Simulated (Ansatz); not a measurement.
## A series in volume scale on Hf

Periodic Kohn-Sham DFT of a crystal at fixed atoms, scaled to volume_scale times the given cell; pressure positive in compression, energy less spherical unpolarised free atoms, largest_vzz the field gradient of largest size among the nuclei. The results are calculated, by Ansatz 0.2.0.

The cell before it is scaled or strained (space group Im-3m, No. 229):
```
CELL_PARAMETERS angstrom
-1.80500 1.80500 1.80500
1.80500 -1.80500 1.80500
1.80500 1.80500 -1.80500
ATOMIC_POSITIONS crystal
Hf 0.00000 0.00000 0.00000
```

Settings of every row: method all-electron PAW; functional PBEsol; relativity scalar; k mesh 14x14x14; filling fermi-dirac; smearing width 0.05 eV; nucleus gaussian.

Atom start moment: 0 on all atoms.

Limits: no spin-orbit coupling on heavy atoms.

| row | volume scale | V (Å³/atom) | pressure (GPa) |
| --- | --- | --- | --- |
| 1 | 0.94 | 22.112 | -3.894 |
| 2 | 0.9405 | 22.123 | -3.943 |
| 3 | 0.96 | 22.582 | ? |
| 4 | 0.98 | 23.052 | -7.451 |
| 5 | 0.99 | 23.288 | -8.244 |
| 6 | 1 | 23.523 | -9.002 |
| 7 | 1.01 | 23.758 | -9.729 |
| 8 | 1.02 | 23.993 | -10.426 |
| 9 | 1.04 | 24.464 | -11.732 |
| 10 | 1.06 | 24.934 | -12.924 |

Question: what pressure should row 3 give?

Worked fit of pressure. Take u = (V_r/V)^(2/3) − 1 with V_r = 23.523 Å³ an atom, which is twice the finite (Eulerian) strain; such expansions in the strain, on which the Birch-Murnaghan equation of state is built, carry the rest volume and the bulk modulus. The shown rows have u = 0.0421, 0.04176, 0.01358, 0.00672, 0, -0.00661, -0.0131, -0.02581, -0.03809. Least squares give pressure = −9.004 + 111.633 × u + 229.79 × u² GPa; a straight line predicts inner rows, each left out in turn, worse (root mean square 0.16 against 0.0033 GPa). The rows lie off it by 0.003, -0.002, -0.005, -0.001, 0.002, 0.003, 0.001, 0.000, -0.001 (root mean square 0.0024 GPa). The withheld row has u = 0.02759, so the fit gives −9.004 + 111.633 × (0.02759) + 229.79 × (0.02759)² = -5.749 GPa.

The calculation gave -5.757 GPa. The fit lies 0.008 GPa (0.089 % of the column's range) above it; its largest miss of a shown row is 0.005 GPa.
